Every computed fluorine shift in this table is too negative, whichever functional is used. Much of the error behaves like a misplaced zero of the scale. Going from PBE to CAM-B3LYP moves that zero by almost the same amount for most of the molecules, but leaves the differences between them nearly as wrong as before.

19F chemical shifts relative to CFCl3, from non-relativistic GIAO shieldings computed with PySCF 2.14.0, the pcSseg-1 basis and density fitting, for gas-phase molecules at PBE0-D3(BJ)/def2-SVP geometries. Each computed shift is the shielding of CFCl3 at the same level less that of the sample.

| case (SMILES) | measured (ppm) | BLYP less measured (ppm) | OPBE less measured (ppm) | PBE less measured (ppm) | PBE0 less measured (ppm) | CAM-B3LYP less measured (ppm) |
| --- | --- | --- | --- | --- | --- | --- |
| C[Si](C)(C)CF atom 6 | -277 | -38.8 | -27.7 | -42.3 | -23.7 | -16.8 |
| CC(C)(C)CF atom 6 | -222.8 | -35.1 | -29.2 | -38.0 | -21.4 | -13.7 |
| CC(C)CF atom 5 | -220.3 | -54.3 | -46.2 | -57.9 | -39.3 | -31.0 |
| CC[C@H](C)F atom 5 | -173.2 | -45.1 | -41.9 | -47.6 | -32.5 | -24.3 |
| CCC[C@@H](C)F atom 6 | -172.8 | -42.3 | -39.6 | -44.7 | -30.1 | -22.1 |
| C[Si](C)(C)[C@H](F)Cl atom 6 | -170 | -28.7 | -25.1 | -31.4 | -20.5 | -14.8 |
| CCC(C)(C)F atom 6 | -139.2 | -58.7 | -53.5 | -58.8 | -41.8 | -34.2 |
| Nc1ccccc1F atom 8 | -135.9 | -23.6 | -13.3 | -22.8 | -11.5 | -7.8 |
| CC(C)(C)F atom 5 | -130.8 | -50.0 | -47.2 | -50.4 | -35.2 | -27.2 |
| C#CC(C)(C)F atom 6 | -129.3 | -48.2 | -44.5 | -49.0 | -33.1 | -25.7 |
| CCCC(F)F atom 5 | -116.8 | -26.9 | -26.1 | -29.2 | -15.6 | -5.5 |
| CCC(F)(F)CC atom 4 | -102.4 | -42.7 | -37.7 | -42.7 | -25.9 | -17.1 |
| CCC(C)(F)F atom 5 | -93.3 | -47.5 | -43.0 | -47.4 | -30.7 | -21.6 |

**One reference in every row**

A chemical shift compares two fluorine nuclei, one in the sample and one in CFCl3. The calculation gives a shielding for each, and the shift is the shielding of the reference less that of the sample. If a functional makes the fluorine in CFCl3 too poorly shielded, every shift in its column becomes too negative by the same amount. An error in a sample's shielding touches only its own row.

There is a good physical reason to suspect the reference. The magnetic field mixes occupied orbitals with empty ones, and the currents that result reduce the shielding of fluorine. The closer the empty orbitals lie, the stronger this paramagnetic deshielding. The C–Cl bonds of CFCl3 supply low-lying antibonding orbitals next to the fluorine, and functionals without exact exchange place such orbitals too close to the occupied ones. They therefore exaggerate the deshielding, and exact exchange reduces the excess.

The columns follow this order. In every row the error shrinks from PBE to PBE0, which contains exact exchange, and again to CAM-B3LYP, which contains more of it at long range. The mean error relative to measurement falls from −43 ppm through −28 to −20 ppm. BLYP, at −42 ppm, is no different from PBE in practice.

**A rigid shift**

Let $E$ be the error of a shift, computed less measured, and let $\Delta\sigma$ be the error of a shielding. Then

$$E=\Delta\sigma_{\mathrm{reference}}-\Delta\sigma_{\mathrm{sample}} .$$

If a change of functional alters mainly the first term, or alters the second equally for all samples, then

$$E_{\text{CAM-B3LYP}}=E_{\text{PBE}}+c ,$$

with one constant $c$ for all molecules. Here it is the second condition that nearly holds: the shieldings of most samples change too, but by similar amounts. The constant was fitted to the eleven fluorides whose C–F carbon is saturated and carries no chlorine. It came out as 24.4 ppm, with a typical miss of 1.3 ppm. Multiplying each PBE error by a common factor, the other simple way to repair a column, misses by 4.0 ppm on the same rows. The printed output after this section gives both fits.

Among the fitted rows, the two ideas differ most for 1,1-difluorobutane, CCCC(F)F. Its PBE error is −29.2 ppm, so the rigid shift predicts −29.2 + 24.4 = −4.8 ppm for CAM-B3LYP. The calculation gives −5.5 ppm, whereas the common factor would give about −14 ppm. Among these eleven rows, a small PBE error is thus not repaired less than a large one.

**What chlorine does**

A uniform shift alone does not prove that CFCl3 is the source, because equal changes in all the samples would look the same. A more telling comparison is between C[Si](C)(C)CF and C[Si](C)(C)[C@H](F)Cl, where one hydrogen beside the fluorine has become chlorine. If chlorine neighbours cause the excess deshielding, the second molecule should share part of the reference's fault, and that part should cancel. The PBE error is indeed 10.9 ppm smaller in size with chlorine, while the CAM-B3LYP error is only 2.0 ppm smaller.

This pair allows a rough estimate. Without chlorine, the step from PBE to CAM-B3LYP is 25.5 ppm (from −42.3 to −16.8). One chlorine lowers it by 10.9 − 2.0 = 8.9 ppm. If each of three chlorines did the same, the step would fall by 26.7 ppm, slightly more than the whole of it. For CFCl3 itself the step must be exactly zero, since its shift is zero by definition at every level.

The agreement supports the picture but rests on one pair of molecules and on assumed additivity. With OPBE in place of PBE it fails: chlorine then lowers the step by only 2.6 − 2.0 = 0.6 ppm, far too little to remove a step of 10.9 ppm. The role of CFCl3 is therefore well argued for PBE, but not proved, and OPBE needs something more.

**Where the samples matter**

The something more lies in the samples. From OPBE to CAM-B3LYP the step ranges from 10.9 to 21.4 ppm among the same eleven fluorides, and it grows almost in line with the measured shift. The reference adds the same amount to each of these steps, so their variation can come only from the samples' own shieldings. OPBE spreads the series over a narrower range of shifts than CAM-B3LYP does. The rigid shift describes the pair PBE and CAM-B3LYP, and is not a law for any two functionals.

This trend can also hide the effect of chlorine in the silane pair, whose measured shifts lie 107 ppm apart. A fairer comparison for OPBE is with the two plain fluorides near −173 ppm, whose steps are 17.6 and 17.5 ppm. The chlorofluoride, at −170 ppm, has a step of only 10.3 ppm. Chlorine thus seems to act with OPBE as well.

Fluoroaniline, Nc1ccccc1F, shows the same thing for PBE. Its step of 15.0 ppm is the smallest in the table, although it contains no chlorine. By the first equation, the change of functional must raise the shielding of its fluorine by about 9 ppm more than in a typical alkyl fluoride. An aromatic ring also offers low-lying empty orbitals, here on the very carbon that holds the fluorine, which is a plausible reason but not a proven one. A low empty orbital elsewhere in the molecule is not enough. With PBE, the lowest empty orbital of the alkyne C#CC(C)(C)F lies below that of the chlorofluoride, yet the alkyne's step of 23.3 ppm is ordinary. Both rows left out of the fit gain less than the rigid shift predicts; the common factor happens to describe them better, though it fails for the other eleven.

For PBE, these two rows suggest a rule of likeness. The more the electronic surroundings of the sample's fluorine resemble those in the reference, the more of the functional's error should cancel. Even a saturated fluoride without chlorine shares a good part of the change. From PBE to CAM-B3LYP the shielding of CFCl3 rises by about 44 ppm and that of the plain fluorides by about 20 ppm. Nearly half of the reference's change therefore cancels, and the rigid shift of about 24 ppm is what remains.

**What a better functional leaves**

While the mean error halves from PBE to CAM-B3LYP, the distance between the best and the worst row only falls from 36 to 29 ppm. This remaining pattern is largely common to the two columns. All columns share the level of theory of the geometries, the small basis, the non-relativistic treatment, the neglect of vibration and medium, and the use of a single conformer for each molecule. Many measured shifts are for solutions, while the molecules were computed in the gas phase, and each row rests on a single published value. The columns may also share faults of the functionals themselves, so the remaining −20 ppm of CAM-B3LYP cannot be charged to that functional alone.

The single conformer matters most visibly in isobutyl fluoride, CC(C)CF. Its CAM-B3LYP error is 17.3 ppm more negative than that of neopentyl fluoride, CC(C)(C)CF, although the measured shifts nearly agree. The calculation used the mirror-symmetric form, in which fluorine is gauche to both methyl groups. The real molecule also visits two equivalent forms in which fluorine is anti to one of them. Fluorine gauche to a carbon is usually the better shielded, as axial and equatorial fluorine on a cyclohexane ring show, so averaging should make the shift less negative.

How much averaging would be needed can be worked out. If all three forms were equally populated, the two unsymmetrical ones would carry two thirds of the weight. To close the gap of 17.3 ppm, their shift would have to lie 17.3 × 3/2 ≈ 26 ppm above the computed one. That is a great deal for a rotation about one bond, so the conformer probably explains only part of this irregular row.

The row with the most negative CAM-B3LYP error, CCC(C)(C)F, points the same way. Here too the calculation froze the fluorine gauche to the end of the carbon chain, and the error is 7.0 ppm more negative than in tert-butyl fluoride, CC(C)(C)F, which has no such choice. At the other extreme, the small error of 1,1-difluorobutane may also depend on the frozen structure. Its two fluorines are unequal there but average in a real sample, and the table already uses the mean of the two. The 3.8 ppm in the printed output is the distance from the shift of the better shielded fluorine alone to that mean, not a correction still to be made. Other forms of the chain could have a different mean, but they were not calculated.

Yet conformers are not the main source of the scatter. Neopentyl and tert-butyl fluoride each have only one distinct arrangement of their heavy atoms, and their CAM-B3LYP errors still differ by 13.5 ppm. Across all six molecules of this kind the errors span 19 ppm, about two thirds of the full range. Rotating bonds can account for some irregular rows, but much of the scatter is already there in molecules with only one such arrangement.

For work with such shifts, the two kinds of error call for different remedies. A constant offset drops out when two similar fluorides are compared with each other instead of with CFCl3. For the eleven fitted fluorides, PBE and CAM-B3LYP then give nearly the same differences, and the better functional brings little. What remains must be sought in the description of each molecule, in its medium or in the measured values.

The analysis program printed:

```
Mean error BLYP, ppm: -41.68
Mean error OPBE, ppm: -36.54
Mean error PBE, ppm: -43.25
Mean error PBE0, ppm: -27.79
Mean error CAM-B3LYP, ppm: -20.14
Span of PBE errors, all rows, ppm: 36
Span of CAM-B3LYP errors, all rows, ppm: 28.7
Span of CAM-B3LYP errors, six single-rotamer rows, ppm: 19.4
Correlation of CAM-B3LYP error with measured shift, all rows: 0.04104
fit of err_cam_b3lyp - err_pbe on 11 rows (plain > 0): constant 24.44 +/- 0.41; rms 1.3, worst CC(C)CF atom 5 -2.46, leave-one-out rms 1.43
  rows outside the fit (model, value, miss): C[Si](C)(C)[C@H](F)Cl atom 6 24.44, 16.6, 7.84; Nc1ccccc1F atom 8 24.44, 15, 9.44
fit of err_cam_b3lyp on 11 rows (plain > 0): coefficient of err_pbe 0.4851 +/- 0.027; rms 4.04, worst CCCC(F)F atom 5 -8.67, leave-one-out rms 4.38
  rows outside the fit (model, value, miss): C[Si](C)(C)[C@H](F)Cl atom 6 -15.23, -14.8, -0.434; Nc1ccccc1F atom 8 -11.06, -7.8, -3.26
Smallest step PBE to CAM-B3LYP, eleven plain rows, ppm: 22.6
Largest step PBE to CAM-B3LYP, eleven plain rows, ppm: 26.9
Step PBE to CAM-B3LYP, chlorofluoride, ppm: 16.6
Step PBE to CAM-B3LYP, fluoroaniline, ppm: 15
Smallest step OPBE to CAM-B3LYP, eleven plain rows, ppm: 10.9
Largest step OPBE to CAM-B3LYP, eleven plain rows, ppm: 21.4
Correlation of OPBE step with measured shift, eleven plain rows: 0.9843
Change of PBE error, H to Cl in the silane pair, ppm: 10.9
Change of OPBE error, H to Cl in the silane pair, ppm: 2.6
Change of CAM-B3LYP error, H to Cl in the silane pair, ppm: 2
CAM-B3LYP error, isobutyl less neopentyl fluoride, ppm: -17.3
Shift of missing isobutyl rotamers above the computed one needed to close that gap, ppm: 25.95
CAM-B3LYP error, tert-butyl less neopentyl fluoride, ppm: -13.5
CAM-B3LYP error, 2-fluoro-2-methylbutane less tert-butyl fluoride, ppm: -7
Rise of shift if both F of 1,1-difluorobutane are averaged, ppm: 3.818
```
